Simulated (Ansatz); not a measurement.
A series in volume per atom on Ta2Si

Results calculated with Ansatz 0.2.0, not measured. Plane-wave density functional theory, PAW datasets, Gaussian smearing 0.05 eV: one cell in which all forces lie under 0.002 eV/angstrom; stress (xx yy zz yz xz xy) and pressure positive in compression; site moments are of spin alone; formation energy from the elements run alike, uncorrected.

Cell of the first row (space group Fm-3m, No. 225):
```
cell vectors (Å)
   0.0000     2.9236     2.9236
   2.9236     0.0000     2.9236
   2.9236     2.9236     0.0000
atoms (fractions of the cell vectors)
Ta  0.25000  0.25000  0.25000
Ta  0.75000  0.75000  0.75000
Si  0.00000  0.00000  0.00000
```

Settings of every row: paw set soft_2; functional PBEsol; spin treatment none; moment partition spheres; spin axis none; wave cutoff 420 eV; k mesh 10x10x10; SCF start atoms; lower state search light; symmetry use detected.

Atom first moment, atom hubbard u: 0 on all atoms.

Limits: formation energy without spin-orbit coupling on heavy elements; the cell comes from a prototype or a list of computed structures and needn't be the stable phase.

| row | volume per atom (Å³) | formation energy (eV per atom) | pressure (GPa) | energy above relaxed cell (meV per atom) |
| --- | --- | --- | --- | --- |
| 1 | 16.66 | 0.1305 | 15.09 | 55.55 |
| 2 | 17.186 | 0.0929 | 8.11 | 17.89 |
| 3 | 17.544 | 0.0795 | 3.93 | 4.52 |
| 4 | 17.902 | ? | ? | ? |
| 5 | 18.26 | 0.0786 | -3.34 | 3.57 |
| 6 | 18.337 | 0.0803 | -4.04 | 5.32 |
| 7 | 18.618 | 0.0895 | -6.50 | 14.56 |

Question: what formation energy and pressure should row 4 give?

Worked fit of formation energy. Take u = (V_r/V)^(2/3) − 1 with V_r = 17.902 Å³ an atom, which is twice the finite (Eulerian) strain; such expansions in the strain, on which the Birch-Murnaghan equation of state is built, carry the rest volume and the bulk modulus. The shown rows have u = 0.0491, 0.02759, 0.01356, -0.01311, -0.01588, -0.02581. Least squares give formation energy = 0.07505 + 0.0235 × u + 22.532 × u² eV per atom; a straight line predicts inner rows, each left out in turn, worse (root mean square 0.012 against 6e-05 eV per atom). The rows lie off it by 0.0000, 0.0001, 0.0000, 0.0000, -0.0001, 0.0000. The withheld row has u = 0, so the fit gives 0.07505 + 0.0235 × (0) + 22.532 × (0)² = 0.0751 eV per atom.

The calculation gave 0.075 eV per atom. The fit lies 0.0001 eV per atom (0.18 % of the column's range) above it, one unit of the last digit.

Worked fit of pressure. Take u = (V_r/V)^(2/3) − 1 with V_r = 17.902 Å³ an atom, which is twice the finite (Eulerian) strain; such expansions in the strain, on which the Birch-Murnaghan equation of state is built, carry the rest volume and the bulk modulus. The shown rows have u = 0.0491, 0.02759, 0.01356, -0.01311, -0.01588, -0.02581. Least squares give pressure = 0.124 + 271.74 × u + 614.2 × u² + 1198 × u³ GPa; a parabola predicts inner rows, each left out in turn, worse (root mean square 0.02 against 0.0092 GPa). The rows lie off it by 0.00, 0.00, 0.01, 0.00, 0.00, 0.00. The pressure vanishes at u = -0.0005, or V = 17.91 Å³ an atom, and there the bulk modulus at fixed shape and fractions is B = −V dP/dV = (2/3)(1 + u) dP/du = 181 GPa. The withheld row has u = 0, so the fit gives 0.124 + 271.74 × (0) + 614.2 × (0)² + 1198 × (0)³ = 0.12 GPa.

The calculation gave 0.12 GPa. The fit meets it to the printed digit.

The other values of row 4: energy above relaxed cell 0 meV per atom.
